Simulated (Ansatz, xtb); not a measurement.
## C5H3BF2O: which of two isomers lies lower

We compare I, `O=C=CC#CCB(F)F`, a singlet, with II, `O=C=C1C=C[C@@H]1B(F)F`, a singlet. Both are isolated molecules in the gas phase, relaxed with r2SCAN-D4/def2-SVP; the shapes shown needn't be the lowest conformers.

I (Å):

```csv
atom,x (Å),y (Å),z (Å)
C,-2.7297,-2.5088,-0.5713
C,-2.4599,-1.2118,-0.4178
C,-1.5911,-0.7369,0.5936
C,-0.8453,-0.3117,1.4610
C,0.0469,0.1621,2.5012
B,0.6568,-0.9593,3.4189
F,0.3836,-2.2409,3.2756
F,1.4882,-0.6219,4.3928
O,-2.9750,-3.6353,-0.7183
H,-2.9543,-0.5349,-1.1275
H,0.9015,0.7297,2.0816
H,-0.4563,0.8842,3.1752
```

II (Å):

```xyz
12

C    -0.4985    2.1884    1.8590
C    -0.8987    1.6667    0.7146
C    -2.1195    1.0720    0.1696
C    -1.5649    0.8354   -1.0485
C    -0.1923    1.3934   -0.6313
B     0.8504    0.2254   -0.6538
F     1.0066   -0.6117    0.3566
F     1.5740   -0.0011   -1.7419
O    -0.1366    2.6725    2.8590
H    -3.1005    0.8946    0.6164
H    -1.9144    0.3969   -1.9841
H     0.1300    2.2947   -1.1814
```

Quicker runs give these differences E(II) − E(I): GFN2-xTB −11.1 kJ/mol; HF/STO-3G +7.1 kJ/mol (at GFN2-xTB geometries); r2SCAN-D4/def2-SVP//GFN2-xTB −4.2 kJ/mol.

**Question.** Which of the two would you expect CCSD(T)/def2-SVP + ΔMP2/def2-TZVPP electronic energies to favour?

**Answer.** Structure I; the calculation gives E(II) − E(I) = +11.3 kJ/mol.

The same difference at several levels:

```
                             level            geometry  E(II) − E(I) (kJ/mol)  departure from the last row (kJ/mol)  job, with rough time for the two
                          GFN2-xTB            GFN2-xTB                   −11.1                                 −22.4              optimisation, 0.47 s
                         HF/STO-3G            GFN2-xTB                    +7.1                                  −4.2               single point, 0.4 s
      r2SCAN-D4/def2-SVP//GFN2-xTB            GFN2-xTB                    −4.2                                 −15.6               single point, 3.9 s
                r2SCAN-D4/def2-SVP  r2SCAN-D4/def2-SVP                    −2.6                                 −13.9                optimisation, 92 s
                       HF/def2-SVP  r2SCAN-D4/def2-SVP                   +39.3                                 +28.0           part of the CCSD(T) run
                      MP2/def2-SVP  r2SCAN-D4/def2-SVP                   +15.6                                  +4.2           part of the CCSD(T) run
                  CCSD(T)/def2-SVP  r2SCAN-D4/def2-SVP                   +10.6                                  −0.7                      single point
CCSD(T)/def2-SVP + ΔMP2/def2-TZVPP  r2SCAN-D4/def2-SVP                   +11.3                                                      single point, 97 s
```

As drawn, II has 1 C=C, 1 C–C in place of 1 C≡C. Structure I has no ring, II a 4-membered ring.

GFN2-xTB, r2SCAN-D4/def2-SVP//GFN2-xTB, r2SCAN-D4/def2-SVP put the two in the other order. The largest departure from CCSD(T)/def2-SVP + ΔMP2/def2-TZVPP is that of HF/def2-SVP, 28.0 kJ/mol. The last row adds to CCSD(T) the change of the MP2 difference between the two basis sets, here +0.7 kJ/mol.

With thermal terms from frequencies at re-optimised GFN2-xTB minima (ideal gas, soft modes damped towards free rotors, one conformer each, 298.15 K, 1 atm): the zero-point term adds +7.0 kJ/mol; ΔH is +14.7 and ΔG +23.6 kJ/mol.

The correlated steps freeze 9 core orbitals. Mirror images aren't counted in ΔG. Programs: Ansatz 0.2.0, xtb 6.7.1; the last row on 4 threads of Arm Neoverse V1 on a shared host.

The open-chain ketene I is favoured only modestly in electronic energy, because two large effects nearly cancel. Closing the ring exchanges an alkyne π bond for a C–C σ bond, which would normally favour II strongly, but the strain of the four-membered ring, with three trigonal carbons held at compressed angles, probably slightly outweighs that gain.

Electron correlation favours the compact ring: the difference falls from +39.3 kJ/mol in HF to +15.6 in MP2 and +10.6 in CCSD(T) with the same basis. The much smaller HF/STO-3G value therefore probably reflects a cancellation of errors, as minimal bases tend to flatter small rings.

Vibrations reinforce the preference for I. The ring's stiffer framework raises its zero-point energy, and closure turns soft chain motions into ring modes, costing entropy and widening the gap to +23.6 kJ/mol in ΔG. The preference for I at room temperature is thus clearer than the electronic energies alone suggest, but says nothing about how readily the isomers interconvert.
